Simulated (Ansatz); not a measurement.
# InBi: the change of energy above lowest point with volume scale

Free energy against uniform scaling of the volume at fixed shape and fractions; periodic cell, basis, potentials, k mesh and filling as listed. The results are calculated, by Ansatz 0.2.0.

The cell before it is scaled or strained (space group F-43m, No. 216):
```
cell vectors (Å)
   0.0000     3.3835     3.3835
   3.3835     0.0000     3.3835
   3.3835     3.3835     0.0000
atoms (fractions of the cell vectors)
In  0.00000  0.00000  0.00000
Bi  0.25000  0.25000  0.25000
```

Settings of every row: functional LDA; dispersion none; potentials PAW; wave cutoff 630 eV; density cutoff 2520 eV; k mesh 6x6x6; k shift 0x0x0; occupations fermi dirac; smearing width 0.3 eV; spin none; SCF threshold exponent -6.

Limits: coarse k mesh, up to 40 meV an atom off; wide smearing; no spin-orbit coupling, which can matter with elements this heavy; the cell comes from a prototype or a list of computed structures and needn't be the stable phase.

```
row  volume scale  V (Å³/atom)  energy above lowest point (meV/atom)
  1          0.92       35.636                                   6.5
  2        0.9467        36.67                                     0
  3        0.9733         37.7                                   0.6
  4             1       38.735                                   7.1
  5        1.0267       39.769                                  18.8
  6        1.0533       40.799                                     ?
  7          1.08       41.833                                  54.5
```

Question: what energy above lowest point should row 6 give?

Worked fit of energy above lowest point. Take u = (V_r/V)^(2/3) − 1 with V_r = 38.218 Å³ an atom, which is twice the finite (Eulerian) strain; such expansions in the strain, on which the Birch-Murnaghan equation of state is built, carry the rest volume and the bulk modulus. The shown rows have u = 0.04774, 0.02795, 0.00914, -0.00892, -0.02617, -0.05847. Least squares give energy above lowest point = 3.16 − 365.2 × u + 8961 × u² + 3234 × u³ meV/atom; a parabola predicts inner rows, each left out in turn, worse (root mean square 0.15 against 0.042 meV/atom). All shown rows lie on it to the printed digit. Its lowest point lies at u = 0.0202, or V = 37.09 Å³ an atom, and the curvature there gives the bulk modulus at fixed shape and fractions, B = (4/9)(1 + u)² E″(u)/V = 36.6 GPa. The withheld row has u = -0.04263, so the fit gives 3.16 − 365.2 × (-0.04263) + 8961 × (-0.04263)² + 3234 × (-0.04263)³ = 34.8 meV/atom.

The calculation gave 34.8 meV/atom. The fit meets it to the printed digit.
